## Appendix A. Slope of the stress–temperature line for the R-phase of NiTi

### A.1 Estimate by hand

On cooling, cubic B2 NiTi can pass to the rhombohedral R-phase, in which the cube is stretched slightly along one body diagonal. Above the stress-free equilibrium temperature $T_0$ the R-phase costs free energy, because it has the lower entropy. Each kelvin above $T_0$ adds $|\Delta s|$ per unit volume. A tensile stress $\sigma$ pays this cost with the work $\sigma\varepsilon_t$ that it does when the specimen lengthens by the transformation strain $\varepsilon_t$. The balance $\sigma\varepsilon_t=|\Delta s|\,(T-T_0)$ gives the slope $|\Delta s|/\varepsilon_t$, and $|\Delta s|$ is the latent heat per unit volume divided by $T_0$.

Typical rounded inputs are a calorimetric heat of 6 J/g, a density of 6.5 g/cm³, a temperature of 300 K and a strain of 1 %. The heat is $39$ MJ/m³, the entropy $0.13$ MPa/K (1 MJ m⁻³ K⁻¹ is 1 MPa/K), and

$$\frac{d\sigma}{dT}\approx\frac{0.13\ \text{MPa/K}}{0.01}=13\ \text{MPa/K}.$$

With about 8 cm³ per mole of atoms the entropy is 1 J mol⁻¹ K⁻¹, or $0.1\,k_B$ per atom. The slope is steep because the strain is small. For the monoclinic B19′ martensite, typical inputs of 20 J/g and 6 % give $0.43$ MPa/K and 7 MPa/K. Going from B19′ to R the heat falls about threefold and the strain sixfold, so the slope roughly doubles. If the B2–B19′ equilibrium is assumed to lie 30 K below $T_0$, the lines $13\,(T-T_0)$ and $7\,(T-T_0+30\ \text{K})$ cross 35 K above $T_0$, near 0.5 GPa. Beyond that point B2 goes directly to B19′, so the B2–R line matters over a few hundred MPa.

The same balance serves for the metal–insulator transition of VO₂, an oxide studied for switching devices. The monoclinic M1 phase is longer along the rutile $c$ axis by typically 1 %. With approximate inputs of 4.3 kJ/mol, 340 K and 18 cm³/mol the entropy is $0.70$ MPa/K and the estimate is 70 MPa/K, steeper at equal strain because the entropy is larger. In tension a second monoclinic phase, M2, typically intervenes, so this line is followed on the compressive side.

### A.2 Careful calculation

**Conventions.** Densities refer to unit volume of the stress-free parent at $T_0$. The stress $\sigma$ is force per reference area, positive in tension, and $\varepsilon$ is the engineering strain along the load axis, so the work is $\sigma\,d\varepsilon$. Work against ambient pressure is dropped. $\Delta$ means R minus B2, so $\Delta s<0$ and $\Delta H<0$. Intermediate values are carried unrounded.

**The relation.** Under dead load at fixed $T$ the potential that is minimal is $\phi=f-\sigma\varepsilon$, where $f(T,\varepsilon)$ is the Helmholtz energy density at the actual strain, elastic energy included. From $df=-s\,dT+\sigma\,d\varepsilon$ follows $d\phi=-s\,dT-\varepsilon\,d\sigma$. If both phases carry the same stress and the interface costs nothing, the potential of a mixture is linear in the phase fraction, and coexistence requires $\Delta\phi=0$. Along that line $d\Delta\phi=0$, so

$$\frac{d\sigma}{dT}=-\frac{\Delta s(T,\sigma)}{\Delta\varepsilon(T,\sigma)}=-\frac{\Delta H^*}{T\,V_m\,\Delta\varepsilon}.\tag{A1}$$

Both jumps are taken at the point of the line where the slope is wanted. $\Delta H^*=TV_m\Delta s$ is the molar heat absorbed under load, the jump of $V_m(u-\sigma\varepsilon)$ with $u$ the internal energy density and $V_m$ the molar reference volume. At $\sigma=0$ the slope is $-\Delta H/(T_0V_m\varepsilon_t)$, positive for a variant that lengthens the specimen.

For a linear elastic phase $i$ with stress-free strain $\varepsilon_i(T)$, stress-free energy $f_i(T)$ and compliance $S_i=1/E_i$, one has $\varepsilon=\varepsilon_i+S_i\sigma$ and $f=f_i+\tfrac12S_i\sigma^2$, hence $\phi_i=f_i-\sigma\varepsilon_i-\tfrac12S_i\sigma^2$. With $\varepsilon_t=\Delta\varepsilon_i$, differentiation gives

$$\Delta\varepsilon=\varepsilon_t+\sigma\,\Delta S,\qquad \Delta s(T,\sigma)=\Delta s(T,0)+\sigma\frac{d\varepsilon_t}{dT}+\tfrac12\sigma^2\frac{d\Delta S}{dT}.\tag{A2}$$

The local slope contains $\varepsilon_t+\sigma\Delta S$, whereas the condition $\Delta\phi=0$ contains $\sigma(\varepsilon_t+\tfrac12\sigma\Delta S)$. For the R-phase the term in $d\varepsilon_t/dT$ cannot be dropped, because the distortion keeps growing below $T_0$.

**Strain from the lattice.** Let $\alpha<90^\circ$ be the angle between the former cube edges and $\gamma=\cos\alpha$. To first order the strain tensor of the $[111]$ variant has zero diagonal and off-diagonal elements $\gamma/2$, with eigenvalues $\gamma$ along $[111]$ and $-\gamma/2$ twice. At constant volume the exact stretch of the diagonal is $[(1+2\gamma)/(1-\gamma)]^{1/3}=1+\gamma+O(\gamma^3)$, so the linear form suffices there. Along a unit vector $\mathbf n$,

$$\varepsilon_t(\mathbf n)=\gamma\,(n_1n_2+n_2n_3+n_3n_1)=\tfrac12\gamma\,(3\cos^2\delta-1),\tag{A3}$$

where $\delta$ is the angle to the variant's axis. The other three variants follow by reversing one $n_i$. Tension selects the largest value. For $\mathbf n\parallel[111]$ the other variants give $-\gamma/3$, which compression selects.

**A model for the growing distortion.** The R-phase arises from a shuffle of amplitude $\eta$ that enlarges the unit cell. A uniform strain is invariant under lattice translations and $\eta$ is not, so the lowest coupling is to $\eta^2$. Let $x=\eta^2/\eta_0^2$, with $x=0$ in B2 and $x=1$ in R at $T_0$. Assume that temperature and stress enter only through terms linear in $x$:

$$\phi-\phi_{B2}=s_0\left[(T-T_0)\,x+\theta\,x(1-x)^2\right]-\sigma\varepsilon_0x-\tfrac12\sigma^2\Delta S_c\,x.\tag{A4}$$

Here $s_0=-\Delta s>0$ and $\varepsilon_0$ are the jumps at $T_0$, $\Delta S_c$ is the compliance difference at clamped $x=1$, and $\theta$ sets the stiffness of the R minimum. This is a 2-4-6 Landau polynomial in $\eta$. It equals $s_0[\tau x+\theta x(1-x)^2]$ with

$$\tau=T-T_0-\frac{\sigma\varepsilon_0+\tfrac12\sigma^2\Delta S_c}{s_0}.$$

The two minima are degenerate at $\tau=0$, where $x=1$ for every stress. The coexistence line and its slope are therefore

$$s_0\,(T-T_0)=\sigma\varepsilon_0+\tfrac12\sigma^2\Delta S_c,\qquad\frac{d\sigma}{dT}=\frac{s_0}{\varepsilon_0+\sigma\Delta S_c}.\tag{A5}$$

The argument does not use the form of the barrier term and survives a cubic term in $\eta$. The form matters only away from the line, where $\partial\phi/\partial x=0$ reads $\tau+\theta(1-x)(1-3x)=0$, so that

$$x=\tfrac13\left[2+\sqrt{1-3\tau/\theta}\right].\tag{A6}$$

**Inputs.** The following are typical or illustrative, and were chosen so that the model shows the behaviour typical of drawn wire with a $\langle111\rangle$ fibre texture, idealised as a $[111]$ crystal: $T_0=310$ K, density 6.45 g/cm³, mean molar mass 53.28 g per mole of atoms, calorimetric heat $Q=6.0$ J/g, $\alpha=89.6^\circ$ at $T_0$ and $89.4^\circ$ at $T_0-35$ K, $E_{B2}=70$ GPa, and a clamped $E_R=60$ GPa. Then $V_m=8.26$ cm³/mol, $\varepsilon_0=\cos89.6^\circ=0.698\,\%$ and $\Delta S_c=2.38\times10^{-3}$ GPa⁻¹. The ratio of the cosines gives $x=1.50$ at $\tau=-35$ K, where $(1-x)(1-3x)=1.75$, so $\theta=20$ K.

**Latent part of the heat.** A calorimeter peak contains the jump and part of the heat released as $x$ grows. At zero stress the excess entropy is $-s_0x$ and $T=T_0-\theta(1-x)(1-3x)$. Down to $T_0-w$, where $x=x_w$, the tail releases

$$s_0\int_1^{x_w}T\,dx=s_0\left[T_0(x_w-1)-\theta x_w(x_w-1)^2\right].$$

Assume a sharp jump, a window $w=10$ K, and a straight baseline from the B2 curve at $T_0$ to the R curve at $T_0-w$. There the excess heat capacity is $s_0(T_0-w)\,x_w'$ with $x_w'=1/(2\theta\sqrt{1+3w/\theta})$, and the baseline removes a triangle of area $\tfrac12w\,s_0(T_0-w)\,x_w'$. Numerically $x_w=1.194$, the bracket is 59.16 K, the triangle is 23.72 K in units of $s_0$, and 35.44 K remain. Thus $\rho Q=s_0\,(310+35.44)$ K with $\rho Q=38.7$ MJ/m³, and $s_0=0.1120$ MPa/K. The latent share of $Q$ is 0.897, which is 5.38 J/g or $\Delta H=-287$ J per mole of atoms.

**Result.** At zero stress along $[111]$ the model's slope is $0.1120/0.006981=16.0$ MPa/K. Equation (A5) continues the line. Three figures are kept to show the trend within the model.

| $\sigma$ (MPa) | $T-T_0$ (K) | $\Delta\varepsilon$ (%) | $d\sigma/dT$ (MPa/K) |
|---|---|---|---|
| 0 | 0 | 0.698 | 16.0 |
| 100 | 6.3 | 0.722 | 15.5 |
| 200 | 12.9 | 0.746 | 15.0 |
| 300 | 19.7 | 0.770 | 14.6 |
| 400 | 26.6 | 0.793 | 14.1 |

The secant from the origin to 300 MPa is 15.3 MPa/K, close to midway between the end slopes, since it carries half the compliance term. Because $\Delta s$ is constant on the line, $\Delta H/T_0$ may be used throughout. The heat under load grows as $Ts_0$ and reaches 5.73 J/g at 300 MPa.

Orientation changes the zero-stress slope far more than compliance does.

| Loading | $\varepsilon_t/\gamma$ | $\varepsilon_t$ (%) | $d\sigma/dT$ (MPa/K) |
|---|---|---|---|
| $[111]$ tension | 1 | 0.698 | 16.0 |
| $15^\circ$ from $[111]$ | 0.900 | 0.628 | 17.8 |
| random grains, mean | $2/\pi$ | 0.444 | 25.2 |
| $[110]$ tension | $1/2$ | 0.349 | 32.1 |
| $[111]$ compression | $-1/3$ | $-0.233$ | $-48.1$ |

The mean of $|n_1n_2|$ over the sphere is $2/(3\pi)$, which gives the third row. If every grain carries the same stress, each shifts by $\sigma\varepsilon_t(\mathbf n)/s_0$, and that row describes the mean shift of a broadened transition. Along $[100]$ the strain vanishes and only the compliance term couples to the load.

**Neglected terms.** At 300 MPa, relative to $s_0$: a difference of $5\times10^{-6}$ K⁻¹ in ordinary thermal expansion changes $\Delta s$ by 1.3 %; a background heat-capacity difference of 1 % of the Dulong–Petit value $3R/V_m=3.0$ MJ m⁻³ K⁻¹ changes it by $\Delta c\ln(T/T_0)$, or 1.7 %; a $\Delta S_c$ that changes by its own size over 50 K adds 1.9 %. A relative volume change, typically below 0.1 %, adds a third of itself to $\varepsilon_0$, at most 5 %. Each is smaller than the compliance term, which is 10 % of $\varepsilon_0$ at this stress, but together they can rival it. The slope is good to two figures for given inputs.

**Coherency.** Equation (A1) compares homogeneous end states. A stress-free planar interface needs a traceless strain with zero determinant, and the single variant, with eigenvalues $\gamma,-\gamma/2,-\gamma/2$, fails this test. A fine laminate of the $[111]$ and $[11\bar1]$ variants with fractions $(1\pm m)/2$ has $\varepsilon_{12}=\gamma/2$, $\varepsilon_{13}=\varepsilon_{23}=m\gamma/2$ and determinant $m^2\gamma^3/4$. Only the equal mixture is compatible. Its strain along $[111]$ is $\gamma/3$, so to first order in $\sigma$ its line is three times steeper, 48 MPa/K.

The alternative is a thin single-variant plate that is strained elastically to fit. Every habit plane contains a direction normal to $[111]$ with misfit $e_1=-\gamma/2$, and tilting the plane sets the other in-plane misfit $e_2$ anywhere between $-\gamma/2$ and $\gamma$. In isotropic elasticity the energy is $E(e_1^2+e_2^2+2\nu e_1e_2)/[2(1-\nu^2)]$, with its minimum $W=\tfrac12Ee_1^2=E\gamma^2/8$ at $e_2=-\nu e_1$. For $E=60$ GPa this is 0.4 MJ/m³, which displaces the line by $W/s_0=3$ K or $W/\gamma=0.05$ GPa. The plate beats the laminate when the extra work $\tfrac23\gamma\sigma$ exceeds $W$, that is above $3E\gamma/16=0.08$ GPa. These are orders of magnitude, as the crystal is anisotropic and twin-boundary energy is left out. The onset of transformation on cooling then follows the steep laminate line at low stress and a line nearly parallel to (A5) above. If $W$ scales as $\Delta\varepsilon^2$, its growth up to 300 MPa is worth 4 % of $s_0$ in the slope.

### A.3 Why the two differ

The careful slope exceeds the estimate by the factor 1.23 at zero stress and 1.12 at 300 MPa. Both start from 6 J/g, so the ratio splits exactly into factors.

| Source | Factor |
|---|---|
| density, 6.45 against 6.5 | 0.992 |
| temperature, 310 against 300 K | 0.968 |
| latent share of the heat | 0.897 |
| strain, 0.698 % against 1 % | 1.432 |
| product at $\sigma=0$ | 1.234 |
| compliance at 300 MPa | 0.907 |
| product at 300 MPa | 1.120 |

Rounding accounts for 4 %. The rest comes from one mistake of principle that appears in two places. Equation (A1) asks for the jumps at the line, and the estimate took a heat and a strain that belong to different states below it. In the model a strain of 1 % along $[111]$ means $x=1.432$, reached 28.5 K below $T_0$, whereas the heat covers the jump and part of a 10 K tail. Both overstate the jump, the strain by 43 % and the heat by 11 %. One stands in the denominator and the other in the numerator, so they cancel in part, and the estimate is better than its strain.

The model shows how far the cancellation could go. At zero stress the excess entropy is $-s_0x$ and the strain is $\varepsilon_0x$, so their ratio is the slope at any temperature. At $T_0-35$ K the pair is 0.168 MPa/K and 1.05 %. The total heat released down to that temperature, counted against the B2 baseline, is $s_0[T_0x-\theta x(x-1)^2]$, or 7.9 J/g. A strain near 1 % belongs with a heat near 8 J/g, and the estimate came out low because it paired that strain with 6 J/g.

The compliance term works in the opposite direction and happens to bring the careful value back towards the estimate. It is larger than for B19′ because $\varepsilon_0$ is small. The elastic strain at 300 MPa is 0.43 %, and one sixth of it, 0.071 %, is already a tenth of the transformation strain. Against 6 % the same amount would be about 1 %.

A refinement of the estimate can make it worse. At fixed $T$ a stress raises $x$, so a single R variant is softer than its clamped modulus. From (A6), $\partial x/\partial\tau=-1/(2\theta)$ on the line, which at zero stress adds the compliance $\varepsilon_0^2/(2\theta s_0)=0.0109$ GPa⁻¹ and lowers the tangent modulus from 60 to 36 GPa. Inserting this relaxed modulus into $\varepsilon_0+\sigma\Delta S$ gives a jump of 1.10 % and a slope of 10.2 MPa/K at 300 MPa, 30 % below the model's 14.6 MPa/K. The fault is that (A2) pairs the relaxed compliance with $\varepsilon_t(T)$, which falls at the rate $d\varepsilon_t/dT=-\varepsilon_0/(2\theta)=-1.75\times10^{-4}$ K⁻¹. To first order $\sigma=s_0(T-T_0)/\varepsilon_0$, so the relaxation gain $\sigma\varepsilon_0^2/(2\theta s_0)$ equals the thermal loss $\varepsilon_0(T-T_0)/(2\theta)$. The entropy terms $\Delta s(T,0)-\Delta s(T_0,0)$ and $\sigma\,d\varepsilon_t/dT$ cancel in the same way. Either both effects are kept or neither. The expansion about the stress-free R-phase also fails beyond $T_0+\theta/3$, 6.7 K above $T_0$, where (A6) has no stress-free solution, while (A5) remains valid.

The gap between the two routes is no larger than the spread that the inputs allow. Treating all of $Q$ as latent gives 17.9 MPa/K at zero stress, and integrating the same window against the B2 baseline gives 15.0 MPa/K. A shift of $0.05^\circ$ in the angle at the jump changes $\varepsilon_0$ by one eighth. A $15^\circ$ tilt of the grains from the wire axis raises the slope by 11 %. The model's result for $[111]$ tension is about 16 MPa/K at zero stress and about 15 MPa/K near 200 to 300 MPa. Slopes of roughly 13 to 17 MPa/K are typical of textured wire, and the inputs were chosen with that range in view, so the result illustrates the relation and does not test it. For an untextured specimen the same inputs give about 25 MPa/K, and the hand estimate would then be low by nearly a factor of two through the orientation average and the jump strain together.